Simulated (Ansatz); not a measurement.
## Redistribution: CH2FI + C2H4FI → CH2I2 + C2H4F2

Species: CH2FI (fluoroiodomethane) `FCI`, singlet; C2H4FI `CC(F)I`, singlet; CH2I2 (diiodomethane) `ICI`, singlet; C2H4F2 `CC(F)F`, singlet. The partners trade F for I; both sit on C, so the bond types are kept.

Shapes, held fixed at every level: PBE0-D4/def2-TZVP. Programs: Ansatz 0.2.0. The zero-point and thermal change to 298 K, harmonic and unscaled (PBE0-D4/def2-TZVP), is -0.4 kJ/mol.

```tsv
level	kind	ΔH(298 K) (kJ/mol)	less CCSD(T)/def2-TZVPP
HF/def2-TZVPP	Hartree–Fock	-53.0	-4.8
PBE-D4/def2-TZVPP	GGA	-35.2	+13.0
BHLYP-D4/def2-TZVPP	global hybrid	-48.1	+0.1
MP2/def2-SVP	perturbation theory	-58.6	-10.4
MP2/def2-TZVPP	perturbation theory	-52.3	-4.1
CCSD(T)/def2-SVP	coupled cluster or CI	-54.3	-6.1
CCSD(T)/def2-TZVPP	coupled cluster or CI	-48.2	0.0
```

The highest level, CCSD(T)/def2-TZVPP, gives ΔH(298 K) = -48.2 kJ/mol; the levels span -58.6 to -35.2. The column of differences is taken from that level and isn't an error. No measured value is set beside it here. For atoms past krypton def2 sets carry core potentials with scalar relativity. Correlated rows may include outer-core shells of I, which these sets cover unevenly.

Every level makes the redistribution exothermic, favouring fluorine paired with fluorine and iodine with iodine over two mixed carbons. The main reason is probably the geminal fluorine effect: a lone pair on one fluorine donates into the antibonding C–F orbital of the other, and the strongly positive carbon attracts both fluorines. Iodine, close to carbon in electronegativity, offers little comparable stabilisation in CH2I2. The methyl group likely helps too, since the difluorinated carbon is the alkyl-substituted one, better able to carry positive charge.

The sign is secure across these methods, the magnitude less so. Going from def2-SVP to def2-TZVPP weakens the exothermicity by a similar amount in MP2 and CCSD(T), so the shift comes mainly from the basis and may not be exhausted. The near-coincidence of BHLYP-D4 with CCSD(T) could therefore be partly fortuitous. PBE-D4 gives the smallest driving force, perhaps because semilocal exchange underrates the gain from geminal fluorination. The reaction energy alone can't separate the fluorine pairing from the methyl effect.
